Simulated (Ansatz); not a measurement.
A series in volume scale on ZrB₂

Results calculated with Ansatz 0.2.0, not measured. Periodic Kohn-Sham DFT of a crystal at fixed atoms, scaled to volume_scale times the given cell; pressure positive in compression, energy less spherical unpolarised free atoms, largest_vzz the field gradient of largest size among the nuclei.

The cell before it is scaled or strained (space group P6/mmm, No. 191):
```
cell vectors (Å)
   3.1650     0.0000     0.0000
  -1.5825     2.7410     0.0000
   0.0000     0.0000     3.5200
atoms (fractions of the cell vectors)
Zr  0.00000  0.00000  0.00000
B   0.33333  0.66667  0.50000
B   0.66667  0.33333  0.50000
```

Settings of every row: method all-electron LAPW; functional LDA; relativity scalar; k mesh 13x13x10; filling fermi-dirac; smearing width 0.03 eV; basis error target 1 meV/atom; nucleus gaussian.

Atom start moment: 0 on all atoms.

```csv
row,volume scale,V (Å³/atom),pressure (GPa),energy less free atoms (eV/atom)
1,0.94,9.568,9.049,-8.7547
2,0.96,9.772,3.056,-8.7624
3,0.98,9.975,-2.362,-8.7627
4,0.99,10.077,-4.873,-8.7604
5,1,10.179,?,?
6,1.01,10.281,-9.531,-8.7512
7,1.02,10.383,-11.691,-8.7445
8,1.04,10.586,-15.697,-8.727
9,1.06,10.79,-19.319,-8.7048
```

Question: what pressure and energy less free atoms should row 5 give?

Worked fit of pressure. Take u = (V_r/V)^(2/3) − 1 with V_r = 10.179 Å³ an atom, which is twice the finite (Eulerian) strain; such expansions in the strain, on which the Birch-Murnaghan equation of state is built, carry the rest volume and the bulk modulus. The shown rows have u = 0.04213, 0.02758, 0.01359, 0.00674, -0.00663, -0.01314, -0.0258, -0.03812. Least squares give pressure = −7.2622 + 349.768 × u + 883.83 × u² GPa; a straight line predicts inner rows, each left out in turn, worse (root mean square 0.45 against 0.014 GPa). The rows lie off it by 0.007, -0.001, -0.016, -0.008, 0.011, 0.015, 0.001, -0.008 (root mean square 0.0099 GPa). The pressure vanishes at u = 0.0198, or V = 9.884 Å³ an atom, and there the bulk modulus at fixed shape and fractions is B = −V dP/dV = (2/3)(1 + u) dP/du = 262 GPa. Letting shape and atoms relax would as a rule lower it, by much in layered, chain or molecular crystals. The withheld row has u = 0, so the fit gives −7.2622 + 349.768 × (0) + 883.83 × (0)² = -7.262 GPa.

The calculation gave -7.261 GPa. The fit lies 0.001 GPa (0.0035 % of the column's range) below it, one unit of the last digit.

Worked fit of energy less free atoms. Take u = (V_r/V)^(2/3) − 1 with V_r = 10.179 Å³ an atom, which is twice the finite (Eulerian) strain; such expansions in the strain, on which the Birch-Murnaghan equation of state is built, carry the rest volume and the bulk modulus. The shown rows have u = 0.04213, 0.02758, 0.01359, 0.00674, -0.00663, -0.01314, -0.0258, -0.03812. Least squares give energy less free atoms = −8.75655 − 0.6923 × u + 17.467 × u² eV/atom; a straight line predicts inner rows, each left out in turn, worse (root mean square 0.0089 against 5.8e-05 eV/atom). The rows lie off it by 0.0000, 0.0000, 0.0000, 0.0000, 0.0000, -0.0001, 0.0001, 0.0000. Its lowest point lies at u = 0.0198, or V = 9.884 Å³ an atom, and the curvature there gives the bulk modulus at fixed shape and fractions, B = (4/9)(1 + u)² E″(u)/V = 262 GPa. Letting shape and atoms relax would as a rule lower it, by much in layered, chain or molecular crystals. The withheld row has u = 0, so the fit gives −8.75655 − 0.6923 × (0) + 17.467 × (0)² = -8.7566 eV/atom.

The calculation gave -8.7566 eV/atom. The fit meets it to the printed digit.
